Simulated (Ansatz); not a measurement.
A series in volume scale on Cu

All results are calculated (Ansatz 0.2.0). Periodic Kohn-Sham DFT of a crystal at fixed atoms, scaled to volume_scale times the given cell; pressure positive in compression, energy less spherical unpolarised free atoms, largest_vzz the field gradient of largest size among the nuclei.

The cell before it is scaled or strained (space group Fm-3m, No. 225):
```
CELL_PARAMETERS angstrom
0.00000 1.81490 1.81490
1.81490 0.00000 1.81490
1.81490 1.81490 0.00000
ATOMIC_POSITIONS crystal
Cu 0.00000 0.00000 0.00000
```

Settings of every row: method frozen-core PAW; functional PBE; relativity scalar; k mesh 20x20x20; filling fermi-dirac; smearing width 0.03 eV; wave cutoff 420 eV; paw set soft_2.

Atom start moment: 0 on all atoms.

```
row  volume scale  V (Å³/atom)  pressure (GPa)
  1          0.96       11.478           6.378
  2          0.98       11.717           2.996
  3             1       11.956          -0.001
  4          1.02       12.195               ?
  5          1.04       12.434          -4.996
```

Question: what pressure should row 4 give?

Worked fit of pressure. Take u = (V_r/V)^(2/3) − 1 with V_r = 11.837 Å³ an atom, which is twice the finite (Eulerian) strain; such expansions in the strain, on which the Birch-Murnaghan equation of state is built, carry the rest volume and the bulk modulus. The shown rows have u = 0.02074, 0.00682, -0.00665, -0.03227. Least squares give pressure = 1.4463 + 222.819 × u + 718.77 × u² GPa; a straight line predicts inner rows, each left out in turn, worse (root mean square 0.32 against 0.0068 GPa). The rows lie off it by 0.001, -0.003, 0.003, 0.000. The pressure vanishes at u = -0.0066, or V = 11.96 Å³ an atom, and there the bulk modulus at fixed shape and fractions is B = −V dP/dV = (2/3)(1 + u) dP/du = 141 GPa. The withheld row has u = -0.01967, so the fit gives 1.4463 + 222.819 × (-0.01967) + 718.77 × (-0.01967)² = -2.658 GPa.

The calculation gave -2.653 GPa. The fit lies 0.005 GPa (0.044 % of the column's range) below it; its largest miss of a shown row is 0.003 GPa.
